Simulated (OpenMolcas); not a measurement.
A ladder of methods for SiNHF3 (SMILES [NH][Si](F)(F)F)

SiNHF3: 6 atoms, total charge 0, spin state doublet. As SMILES, `[NH][Si](F)(F)F`. The coordinates come from a PBE0-D4/def2-TZVP relaxation.

```xyz
6

N    -0.9745    0.6046    0.7139
Si    0.1936   -0.0896   -0.3461
F    -0.0871    0.3876   -1.8126
F     0.1231   -1.6614   -0.3302
F     1.6523    0.3596    0.0356
H    -0.8653    0.3354    1.6932
```

Each level gives the energy change with the Si2–F3 bond stretched from 1.568 to 2.821 Å (eV). The values are calculated.

```csv
level,kind,program,value (eV),less CCSD(T)/6-31G*,CPU time (all runs)
UHF/6-31G* (spherical functions),Hartree–Fock,OpenMolcas,5.32,-0.41,16 s
USVWN5/6-31G* (spherical functions),LDA,OpenMolcas,5.45,-0.28,75 s
U-revPBE/6-31G* (spherical functions),GGA,OpenMolcas,4.92,-0.81,67 s
U-r2SCAN/6-31G* (spherical functions),meta-GGA,OpenMolcas,5.64,-0.09,85 s
UTPSS/6-31G* (spherical functions),meta-GGA,OpenMolcas,5.27,-0.46,2.1 min
UB3LYP/6-31G* (spherical functions),global hybrid,OpenMolcas,5.53,-0.20,69 s
UPBE0/6-31G* (spherical functions),global hybrid,OpenMolcas,5.83,+0.10,62 s
ROCCSD(T)/6-31G* (spherical functions),coupled cluster or CI,OpenMolcas,5.73,0.00,2 min
```

ROCCSD(T)/6-31G* (spherical functions) is the highest level here, not the true value. At this stretch a single reference begins to fail. The first shape isn't each level's own minimum. The values span 4.92 to 5.83 eV. Spin contamination of the reference (⟨S²⟩ at least 0.1 too high) touches UHF/6-31G*, UB3LYP/6-31G*. CPU times are rough (shared hosts, several kinds of processor): they show what a rung costs within a factor of a few.

Stretching the Si–F bond is costly at every level, as expected for a short, strongly polar bond. The large electronegativity difference gives it much ionic character, and fluorine lone-pair donation into silicon-centred antibonding orbitals strengthens it further. Both contributions weaken as the atoms separate.

The ordering doesn't follow the usual ladder of functionals. U-revPBE gives the lowest cost, 4.92 eV, and lies further from the coupled-cluster value than LDA does. The two meta-GGAs also differ clearly, with U-r2SCAN much closer to coupled cluster than UTPSS. LDA normally overbinds, yet here it falls below coupled cluster, possibly because excessive delocalisation of charge and spin stabilises the stretched structure and offsets that tendency. U-r2SCAN and UPBE0 bracket the coupled-cluster result from opposite sides, so their similar deviations don't show that exact exchange is essential for this stretch. Because the fragments still interact at 2.821 Å, none of these values is a bond dissociation energy.
